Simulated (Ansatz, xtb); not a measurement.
## Relative energy of two isomers of C2H9FSi2

Structure X: `C[C@@H]([SiH3])[SiH2]F`, a singlet. Structure Y: `F[SiH2]CC[SiH3]`, a singlet. Both are isolated molecules in the gas phase, relaxed with B3LYP-D3(BJ)/def2-SVP; each stands in its lowest conformer found.

Energies in hartree; the thermal terms are from GFN2-xTB frequencies at re-optimised GFN2-xTB minima (ideal gas, soft modes damped towards free rotors, one conformer each, 298.15 K, 1 atm) and include the zero-point energy:

|  | X | Y |
| --- | --- | --- |
| E, CCSD(T)/def2-SVP | −758.783251 | −758.779958 |
| E, MP2/def2-SVP | −758.698474 | −758.694911 |
| E, MP2/def2-TZVPP | −759.303633 | −759.300438 |
| zero-point energy | 0.097690 | 0.097514 |
| H(298 K) − E | 0.107305 | 0.107130 |
| G(298 K) − E | 0.064812 | 0.064017 |

Q: Correct the CCSD(T) difference for the basis set by the MP2 change, then work out ΔE, ΔE₀, ΔH and ΔG for X → Y in kcal/mol (1 Eh = 627.51 kcal/mol) and the equilibrium ratio [Y]/[X].

A: 1. Differences Y − X: CCSD(T) +0.003293, MP2 in the small set +0.003563, MP2 in the large set +0.003195 Eh.
2. ΔE = +0.003293 + (+0.003195 − (+0.003563)) = +0.002925 Eh = +1.84 kcal/mol.
3. ΔE₀ = ΔE + ΔZPE = +0.002925 + (−0.000176) Eh = +1.73 kcal/mol.
4. ΔH = ΔE + (−0.000175) Eh = +1.73 kcal/mol.
5. ΔG = ΔE + (−0.000795) Eh = +1.34 kcal/mol, so ΔS = (ΔH − ΔG)/T = +5.5 J/(mol K).
6. kT = 0.9442 mEh, so K = [Y]/[X] = exp(−ΔG/kT) = exp(−2.26) ≈ 0.1.

Structure X is favoured at this temperature. An error of 1 kcal/mol in ΔG would change K by a factor of 5.4. HF/STO-3G gave ΔE the other sign. Mirror images and further conformers aren't counted.

As drawn, both hold the same kinds of bond in the same numbers. Structure X has 1 methyl group, Y 0.

Other levels gave ΔE = −0.2 (GFN2-xTB); −1.5 (HF/STO-3G, GFN2-xTB geometries); +2.4 (r2SCAN-D4/def2-SVP, GFN2-xTB geometries); +2.0 (B3LYP-D3(BJ)/def2-SVP); +1.0 (HF/def2-SVP); +2.2 (MP2/def2-SVP); +2.1 (CCSD(T)/def2-SVP) kcal/mol. The correlated steps freeze 13 core orbitals. Programs: Ansatz 0.2.0, xtb 6.7.1.

The branched isomer X, with both silyl groups on one carbon, lies modestly below the 1,2-disilylethane skeleton of Y. Since the bond types match, the gap reflects how the groups interact rather than a stronger kind of bond. Carbon is more electronegative than silicon, so placing two electropositive silicon centres on the same carbon probably gives a favourable alternation of charge, while the long Si–C bonds limit the crowding that branching would otherwise cause.

Electron correlation adds to this preference: in the def2-SVP basis the difference grows from +1.0 kcal/mol with HF to +2.1 kcal/mol with CCSD(T), which suggests that medium-range attraction between the geminal groups favours the more compact skeleton.

Entropy works the other way, as expected if the open chain of Y has softer torsions, but it offsets only part of the energy difference. The preference for X is thermodynamic and doesn't imply that Y would convert readily, since isomerisation requires the skeleton to be rearranged.
